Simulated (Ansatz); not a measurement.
**Ge: energy along a strain**

Ge, Fd-3m, a = 5.675 Å. Ansatz: r2SCAN, PAW, 500 eV, Γ-centred 10×10×10 mesh on 2 atoms, Gaussian smearing 0.03 eV; no spin polarisation. Cell vectors (Å): 0.000 2.838 2.838; 2.838 0.000 2.838; 2.838 2.838 0.000. The cell is strained by x per cent times the pattern (1 1 0 0 0 0) in the order xx yy zz yz xz xy (engineering shears), with fractional coordinates held. y is the free energy over the start, V0 = 22.846 Å³/atom.

| x (%) | y (meV/atom) |
| --- | --- |
| -6.00 | ? |
| -3.00 | 23.51 |
| 0.00 | 0.00 |
| 1.50 | 5.30 |
| 4.50 | 43.15 |
| 6.00 | 73.83 |

Problem. Fit y = c2 x² + c3 x³ to the other rows, get the stiffness along the pattern, and predict the missing energy.

Solution. Least squares on the rows shown. y = 2.4192 x² − 0.061821 x³. The clamped-ion stiffness p·C·p = 2 × 24.19 eV × 160.2 / 22.846 Å³ = 339 GPa. At x = -6.00 the fit asked for gives 100.44 meV/atom. The run gave 102.21 meV/atom, so the fit is 1.77 meV/atom too low, 1.7 % of the span of the series, against an rms of 0.12 meV/atom on the fitted rows. The row lies outside the fitted range. With a term in x⁴ added, a fit to the same known rows predicts 102.24 meV/atom, so most of the miss is curvature that the known rows already hold.

Cost: 6 runs of about 1.5 core-minutes in all, on Intel Xeon Processor @ 2.50GHz (Skylake/Cascade Lake) (shared hosts).

Compressing germanium in the plane costs clearly more than stretching it by the same amount: 102.21 against 73.83 meV/atom at the two ends of the series. This is the usual anharmonicity of a covalent bond. Shortening the bonds brings steeply rising Pauli repulsion, while lengthening them weakens the restoring force, hence the negative cubic coefficient.

For this pattern the stiffness equals 2(C11 + C12), and 339 GPa is close to what the measured elastic constants of germanium give. Holding the fractional coordinates costs nothing here. Equal strains along two cube axes leave each atom on a site where symmetry forbids a net force, so the internal displacement that softens diamond-type crystals under shear is absent, and the clamped-ion value is also the relaxed-ion one.

The curve doesn't describe an epitaxial film, however, because the third axis is kept at its original length. A film free to contract or expand along its normal would store less energy at the same in-plane strain.
